## Built-in field of a graded donor profile

**Zero current.** In equilibrium $E_F$ is flat. With $E_c(x)=\text{const}-q\phi$ ($q>0$) and $\eta=(E_F-E_c)/kT$, the field is $\mathcal E=-(kT/q)\,d\eta/dx$. For $n\approx N(x)$,

$$\mathcal E=-\frac{kT}{q}\,g\,\frac{d\ln N}{dx},\quad g=\frac{d\eta}{d\ln n},\quad \phi_1-\phi_2=\frac{kT}{q}(\eta_1-\eta_2).$$

For $N=N_0e^{-x/L}$, $\mathcal E=g\,kT/qL$, pointing toward lighter doping and uniform only where $g$ is constant.

**Model.** Uncompensated Te donors in InSb at 77 K, two-band Kane dispersion $E(1+E/E_g)=\hbar^2k^2/2m^*$. Compiled values: $m^*=0.0135\,m_e$, $E_g=0.235$ eV (0 K, Vurgaftman 2001), $\epsilon=17.9\,\epsilon_0$ (300 K, Rakita 2019), used unchanged at 77 K. Then $kT=6.64$ meV and $N_c=2(m^*kT/2\pi\hbar^2)^{3/2}=5.12\times10^{15}$ cm$^{-3}$. The hydrogenic binding energy, 0.57 meV, is far below $kT$; we take full ionization.

**Dimensionless groups.** $\mathcal E\,qL/kT$ depends on $u=N/N_c$, $\beta=kT/E_g=0.028$ (holes negligible) and $\lambda/L$, with screening length $\lambda^2=\epsilon kTg/q^2N$.

### Degeneracy $u$ (parabolic band)
Here $n=N_cF_{1/2}(\eta)$, with $F_j$ normalized by $1/\Gamma(j+1)$ so that $F_j'=F_{j-1}$, and $g=F_{1/2}/F_{-1/2}$.

- $u\ll1$: $g=1+u/\sqrt8$. At leading order $\phi_1-\phi_2=(kT/q)\ln(N_1/N_2)$ and $\mathcal E=kT/qL$.
- $u\gg1$: the Sommerfeld expansion gives $g=\tfrac23\eta_0[1+\pi^2/12\eta_0^2]$, with $\eta_0=W/kT$, $W=\hbar^2k_F^2/2m^*$, $k_F=(3\pi^2N)^{1/3}$. The field $2W/3qL\propto N^{2/3}$ is independent of temperature and decays along the profile.
- The leading forms cross at $\eta_0=3/2$: $u=1.38$, $N=7.1\times10^{15}$ cm$^{-3}$.

### Nonparabolicity
For Boltzmann carriers $g=1$ in any band; $N_c$ merely grows by the fraction $15\beta/4=0.11$. At $T\to0$, $E_F-E_c=\tfrac12E_g(s-1)$ with $s=\sqrt{1+4W/E_g}$, so

$$q\mathcal EL=\frac{2W}{3s}.$$

- $W\ll E_g$: $\tfrac23W(1-2W/E_g)$.
- $W\gg E_g$: $\tfrac13\sqrt{WE_g}\,(1-E_g/8W)\propto N^{1/3}$.
- The leading forms cross at $W=E_g/4$, $N=1.0\times10^{17}$ cm$^{-3}$, where the parabolic field is too large by $\sqrt2$.

### Gradient $\lambda/L$
Poisson's equation $\epsilon\,d\mathcal E/dx=q(N-n)$ gives $\delta=(n-N)/N=p(\lambda/L)^2$ with $p=d\ln g/d\ln N$. This shifts $\eta$ by $g\delta$, which scales as $N^{2p-1}$ for constant $p$, so $\Delta\mathcal E/\mathcal E=p(2p-1)(\lambda/L)^2$. The coefficient is $0$ (Boltzmann, where $n=N$ solves Poisson's equation away from the ends), $+2/9$ (parabolic degenerate) or $-1/9$ (extreme Kane). For $L\ll\lambda$ the profile acts as an abrupt step: the drop between distant flat regions is unchanged, and the field saturates at order $\Delta\phi/\lambda$.

### Numbers for an assumed $L=1$ µm
The Kane columns use
$$u=\frac{2}{\sqrt\pi}\int_0^\infty\frac{\sqrt{x(1+\beta x)}\,(1+2\beta x)}{1+e^{x-\eta}}\,dx .$$
The Boltzmann field is 0.066 kV/cm.

| $N$ (cm$^{-3}$) | $\eta$, Kane | $\mathcal E$, parabolic (kV/cm) | $\mathcal E$, Kane (kV/cm) | $\lambda$, Kane (nm) |
|---|---|---|---|---|
| $10^{16}$ | 1.1 | 0.11 | 0.10 | 32 |
| $10^{17}$ | 7.1 | 0.39 | 0.28 | 17 |
| $10^{18}$ | 24 | 1.8 | 0.76 | 8.7 |

At $10^{17}$ cm$^{-3}$, $(\lambda/L)^2=2.8\times10^{-4}$, so neutrality holds well. There $1/k_F=7.0$ nm and the donor spacing $N^{-1/3}=22$ nm exceeds $\lambda$: the field is an average over random donors, and the continuum picture fails before $L$ reaches $\lambda$. For scale, nondegenerate n-Si at 300 K with an illustrative $L=20$ nm has $kT/qL=13$ kV/cm.

**Neglected terms.** Exchange adds about $-q^2k_F/4\pi^2\epsilon$ to the chemical potential; a third of it, 1.2 meV at $10^{17}$ cm$^{-3}$, subtracts from $q\mathcal EL$, lowering the electrostatic field by 4 %. The split-off band ($\Delta=0.81$ eV, Vurgaftman 2001) multiplies the left side of the dispersion by $(E+E_g+\Delta)(E_g+\tfrac23\Delta)/[(E_g+\Delta)(E+E_g+\tfrac23\Delta)]$ and raises the $T\to0$ field at $10^{18}$ cm$^{-3}$ by 6 %. The second digit is therefore uncertain.

From $10^{18}$ to $10^{16}$ cm$^{-3}$ the model's potential drop, independent of profile shape, is 0.15 V (Kane), against 0.26 V (parabolic) and 0.031 V (Boltzmann).